**Phase errors of a phosphorus pseudopotential as slope times a smooth energy shift**

The table holds the all-electron phases arctan(r u′/u) at 1.752 bohr and the pseudo minus all-electron errors for s, p and d from −3.0 to 4.68 Ry, for a separable Troullier-Martins potential of P (ld1.x, PBE, scalar-relativistic, spherical atom). The program fits the error as g(E)·c x² exp(bx), with x the distance from the reference energy and g equal to 1, cos²φ or the all-electron slope dφ/dE. Only the last form fits, with a weighted rms misfit of 0.5 to 0.8 against 7 to 11 for the other two, and its worst miss is 0.0012 rad. The output shows that the d plateau from 1.80 to 2.76 Ry hides a threefold growth of the energy shift, that no step of the error comes near π, and that the s and p shifts agree within about 20 % at equal distances of 1 to 4.5 Ry above their references.

Calculated values. Separable Troullier-Martins pseudopotential for P from ld1.x 7.5 (PBE, scalar-relativistic, [Ne] core, valence 3s2 3p3, s channel local, nonlinear core correction). For s, p and d the radii are 1.28, 1.6 and 1.25 bohr and the reference energies -1.027, -0.4047 and -0.1 Ry. Phases are unwrapped, taken at 1.752 bohr, with multiples of π matched at the reference energies.

## Script

```python
# Table: phase arctan(r u'/u) at 1.752 bohr of the all-electron P atom and error (pseudo - AE) for s, p, d;
# ld1.x, PBE, scalar-relativistic, Troullier-Martins separable. Tested: error = g(E)*c*x^2*exp(b x), x=E-E0,
# with g=1 (A, smooth phase error), cos^2(phase) (B, smooth error of r u'/u), dphase/dE (C, smooth energy shift).
T = {
    'energy': [-3.0, -2.52, -2.04, -1.56, -1.08, -0.6, -0.12, 0.36, 0.84, 1.32, 1.8, 2.28, 2.76, 3.24, 3.72, 4.2, 4.68],  # Ry
    'phase_s_all_electron': [1.0085, 0.8792, 0.6617, 0.278, -0.2872, -0.7847, -1.0824, -1.2537, -1.3609, -1.434, -1.4877, -1.5297, -1.5643, -1.594, -1.6209, -1.646, -1.6705],  # rad
    'phase_s_error': [-0.0046, -0.0048, -0.0043, -0.0023, -0.0001, -0.0014, -0.0042, -0.0068, -0.0091, -0.0118, -0.0148, -0.0185, -0.0232, -0.0296, -0.0381, -0.0502, -0.0681],  # rad
    'phase_p_all_electron': [1.1532, 1.097, 1.0172, 0.8961, 0.6966, 0.3488, -0.1866, -0.7055, -1.0328, -1.2219, -1.339, -1.4182, -1.476, -1.5209, -1.5578, -1.5895, -1.6182],  # rad
    'phase_p_error': [-0.0048, -0.0047, -0.0044, -0.0038, -0.0024, -0.0004, -0.0011, -0.0067, -0.0114, -0.0144, -0.0172, -0.02, -0.0234, -0.0275, -0.0328, -0.0398, -0.0491],  # rad
    'phase_d_all_electron': [1.2528, 1.2276, 1.1959, 1.1547, 1.0988, 1.0183, 0.8934, 0.6802, 0.2902, -0.3104, -0.8359, -1.1382, -1.3087, -1.4155, -1.4898, -1.5464, -1.5931],  # rad
    'phase_d_error': [0.0002, 0.0002, 0.0002, 0.0002, 0.0001, 0.0001, 0.0, 0.0002, 0.0022, 0.007, 0.0095, 0.0095, 0.0096, 0.0102, 0.0112, 0.0128, 0.0151],  # rad
}
import numpy as np
from scipy.interpolate import CubicSpline
E = np.array(T['energy'], float)
E0 = {'s': -1.027, 'p': -0.4047, 'd': -0.1}  # reference energies (Ry), settings of the same run
ph = {l: np.array(T['phase_%s_all_electron' % l], float) for l in 'spd'}
er = {l: np.array(T['phase_%s_error' % l], float) for l in 'spd'}
sp = {l: CubicSpline(E, ph[l]) for l in 'spd'}
sl = {l: sp[l](E, 1) for l in 'spd'}
x = {l: E - E0[l] for l in 'spd'}
D = {l: er[l] / sl[l] for l in 'spd'}
def fit(colf, y, grid):
    w = 1 / np.hypot(5e-5, 0.05 * y)  # weight: rounding plus 5 % of the error
    best = None
    for q in grid:
        A = np.array(colf(*q)).T
        c = np.linalg.lstsq(A * w[:, None], y * w, rcond=None)[0]
        r = A @ c - y
        chi = np.sqrt(np.mean((r * w) ** 2))
        if best is None or chi < best[0]:
            best = (chi, q, c, r)
    return best
bs = [(b,) for b in np.arange(-1.5, 1.5, 0.005)]
F = {}
print('rounding floor 0.5e-4 rad; chi = rms of residual/hypot(0.5e-4 rad, 5% of error); all rows fitted')
for l in 'spd':
    for m, g in (('A', np.ones_like(E)), ('B', np.cos(ph[l]) ** 2), ('C', sl[l])):
        chi, q, c, r = F[l, m] = fit(lambda b: [g * x[l] ** 2 * np.exp(b * x[l])], er[l], bs)
        k = np.argmax(abs(r))
        print('%s %s: c=%.4f b=%.3f/Ry chi=%.2f rms=%.1fe-4 rad worst %.1fe-4 at %.2f Ry' % (
            l, m, c[0], q[0], chi, 1e4 * np.sqrt(np.mean(r ** 2)), 1e4 * r[k], E[k]))
print('E/Ry | s,p,d: slope rad/Ry, shift D=err/slope mRy, D/x^2 1e-3/Ry, C residual 1e-4 rad')
for i in range(len(E)):
    print('%5.2f' % E[i] + ''.join(' |%6.3f %6.1f %5.1f %5.1f' % (
        sl[l][i], 1e3 * D[l][i], 1e3 * D[l][i] / x[l][i] ** 2, 1e4 * F[l, 'C'][3][i]) for l in 'spd'))
n = {}
g2 = [(a, b) for a in np.arange(0.8, 3.5, 0.05) for b in np.arange(-0.3, 0.8, 0.02)]
for l in 'spd':
    k = abs(x[l]) < 2.1
    xx, s = x[l][k], sl[l][k]
    f = fit(lambda a, b: [s * abs(xx) ** a * np.exp(b * xx)], er[l][k], g2)
    h = fit(lambda b: [s * xx, s * xx ** 2 * np.exp(b * xx)], er[l][k], bs)
    n[l] = f[1][0]
    print('%s |x|<2.1 Ry: free exponent %.2f (chi %.2f); linear term (rel. slope mismatch) %.4f' % (l, n[l], f[0], h[2][0]))
Ef = np.linspace(E[0], E[-1], 4001)
for l in 'spd':
    pf = sp[l](Ef)
    ps = CubicSpline(E, ph[l] + er[l])(Ef)
    cr = [np.interp(np.pi / 2, -p, Ef, right=np.nan) for p in (pf, ps)]
    st = np.diff(er[l]); k = np.argmax(abs(st)); j = np.argmin(sp[l](Ef, 1))
    print('%s steepest %.2f rad/Ry at %.2f Ry; -pi/2 at AE %.2f PS %.2f Ry; max error step %.4f rad at %.2f-%.2f' % (
        l, sp[l](Ef[j], 1), Ef[j], cr[0], cr[1], st[k], E[k], E[k + 1]))
    ex = [np.interp(-(ph[l][i] + er[l][i]), -pf, Ef, right=np.nan) - E[i] for i in (10, 12, 14)]
    fd = np.max(abs(np.gradient(ph[l], E, edge_order=2) / sl[l] - 1))
    print('  exact shift mRy at %.2f,%.2f,%.2f: %.1f %.1f %.1f; spline vs difference slope max %.0f%%' % (
        E[10], E[12], E[14], 1e3 * ex[0], 1e3 * ex[1], 1e3 * ex[2], 100 * fd))
for x0 in (1.0, 2.0, 3.0, 4.5):
    v = [1e3 * x0 ** 2 * np.interp(x0, x[l][x[l] > 0.3], (D[l] / x[l] ** 2)[x[l] > 0.3]) for l in 'spd']
    print('equal x=%.1f Ry: D s %.1f p %.1f d %.1f mRy; s/p %.2f' % (x0, v[0], v[1], v[2], v[0] / v[1]))
print('d plateau %.2f->%.2f Ry: error ratio %.2f, slope ratio %.2f, shift ratio %.2f; s/p at %.2f Ry: error %.2f, D %.2f' % (
    E[10], E[12], er['d'][12] / er['d'][10], sl['d'][12] / sl['d'][10], D['d'][12] / D['d'][10],
    E[-1], er['s'][-1] / er['p'][-1], D['s'][-1] / D['p'][-1]))
assert all(er['s'] < 0) and all(er['p'] < 0) and all(er['d'] >= 0)
assert all(np.max(abs(np.diff(er[l]))) < 0.1 for l in 'spd')
assert all(np.all(np.diff(abs(D[l][x[l] > 0.25])) > 0) for l in 'spd')
assert 1.5 < n['s'] < 2.5 and 1.5 < n['p'] < 2.5
```

Running it gives:

```
rounding floor 0.5e-4 rad; chi = rms of residual/hypot(0.5e-4 rad, 5% of error); all rows fitted
s A: c=-0.0018 b=0.005/Ry chi=7.34 rms=29.3e-4 rad worst 62.1e-4 at 4.68 Ry
s B: c=-0.0135 b=0.555/Ry chi=10.54 rms=152.3e-4 rad worst -351.2e-4 at 4.68 Ry
s C: c=0.0089 b=0.265/Ry chi=0.60 rms=1.5e-4 rad worst 3.5e-4 at 4.68 Ry
p A: c=-0.0014 b=0.105/Ry chi=9.59 rms=62.1e-4 rad worst -142.4e-4 at 4.68 Ry
p B: c=-0.0150 b=0.725/Ry chi=8.91 rms=136.0e-4 rad worst 366.6e-4 at 4.20 Ry
p C: c=0.0115 b=0.205/Ry chi=0.48 rms=3.6e-4 rad worst 9.7e-4 at 4.20 Ry
d A: c=0.0002 b=0.355/Ry chi=9.36 rms=39.1e-4 rad worst -82.9e-4 at 1.80 Ry
d B: c=0.0004 b=1.445/Ry chi=6.62 rms=39.3e-4 rad worst -108.9e-4 at 4.68 Ry
d C: c=-0.0016 b=0.325/Ry chi=0.78 rms=3.3e-4 rad worst 12.2e-4 at 4.68 Ry
E/Ry | s,p,d: slope rad/Ry, shift D=err/slope mRy, D/x^2 1e-3/Ry, C residual 1e-4 rad
-3.00 |-0.229   20.1   5.2  -1.3 |-0.102   46.9   7.0   1.6 |-0.048   -4.2  -0.5   0.6
-2.52 |-0.335   14.3   6.4   3.1 |-0.137   34.4   7.7   1.6 |-0.058   -3.4  -0.6   0.6
-2.04 |-0.597    7.2   7.0   1.2 |-0.201   21.9   8.2   0.0 |-0.075   -2.7  -0.7   0.5
-1.56 |-1.035    2.2   7.8   0.2 |-0.316   12.0   9.0  -0.2 |-0.099   -2.0  -1.0   0.2
-1.08 |-1.194    0.1  29.8   0.7 |-0.539    4.5   9.8  -0.5 |-0.137   -0.7  -0.8   0.6
-0.60 |-0.830    1.7   9.3  -1.1 |-0.949    0.4  11.1   0.0 |-0.204   -0.5  -2.0  -0.3
-0.12 |-0.456    9.2  11.2  -0.6 |-1.185    0.9  11.4  -0.7 |-0.330   -0.0  -0.0   0.0
 0.36 |-0.276   24.6  12.8  -0.5 |-0.899    7.5  12.7  -3.5 |-0.590   -0.3  -1.6   0.4
 0.84 |-0.181   50.4  14.5  -1.2 |-0.506   22.5  14.5  -2.1 |-1.082   -2.0  -2.3  -0.6
 1.32 |-0.129   91.8  16.7   0.2 |-0.303   47.6  16.0  -3.0 |-1.274   -5.5  -2.7  -2.9
 1.80 |-0.098  151.5  19.0   0.5 |-0.196   87.6  18.0   0.1 |-0.861  -11.0  -3.1   0.0
 2.28 |-0.079  235.0  21.5   0.4 |-0.139  144.1  20.0   1.2 |-0.455  -20.9  -3.7  -3.0
 2.76 |-0.066  350.5  24.4   0.8 |-0.105  223.3  22.3   3.9 |-0.274  -35.0  -4.3  -2.4
 3.24 |-0.058  506.6  27.8   1.7 |-0.084  327.6  24.7   5.2 |-0.181  -56.3  -5.0  -3.4
 3.72 |-0.054  707.6  31.4  -0.2 |-0.071  464.2  27.3   7.1 |-0.133  -84.3  -5.8  -1.4
 4.20 |-0.051  980.4  35.9   2.9 |-0.062  640.2  30.2   9.7 |-0.105 -121.6  -6.6   1.7
 4.68 |-0.051 1326.4  40.7   3.5 |-0.058  844.3  32.7   2.3 |-0.092 -164.7  -7.2  12.2
s |x|<2.1 Ry: free exponent 2.00 (chi 0.79); linear term (rel. slope mismatch) -0.0002
p |x|<2.1 Ry: free exponent 2.00 (chi 0.31); linear term (rel. slope mismatch) -0.0001
d |x|<2.1 Ry: free exponent 1.95 (chi 0.54); linear term (rel. slope mismatch) -0.0000
s steepest -1.23 rad/Ry at -1.22 Ry; -pi/2 at AE 2.86 PS 2.55 Ry; max error step -0.0179 rad at 4.20-4.68
  exact shift mRy at 1.80,2.76,3.72: 157.4 370.0 734.9; spline vs difference slope max 23%
p steepest -1.19 rad/Ry at -0.16 Ry; -pi/2 at AE 3.91 PS 3.49 Ry; max error step -0.0093 rad at 4.20-4.68
  exact shift mRy at 1.80,2.76,3.72: 90.7 236.8 497.7; spline vs difference slope max 10%
d steepest -1.31 rad/Ry at 1.18 Ry; -pi/2 at AE 4.44 PS 4.60 Ry; max error step 0.0048 rad at 0.84-1.32
  exact shift mRy at 1.80,2.76,3.72: -10.9 -34.4 -82.3; spline vs difference slope max 8%
equal x=1.0 Ry: D s 11.5 p 13.6 d -2.4 mRy; s/p 0.84
equal x=2.0 Ry: D s 60.3 p 68.6 d -12.7 mRy; s/p 0.88
equal x=3.0 Ry: D s 178.8 p 193.6 d -40.5 mRy; s/p 0.92
equal x=4.5 Ry: D s 598.6 p 598.5 d -138.5 mRy; s/p 1.00
d plateau 1.80->2.76 Ry: error ratio 1.01, slope ratio 0.32, shift ratio 3.17; s/p at 4.68 Ry: error 1.39, D 1.57
```
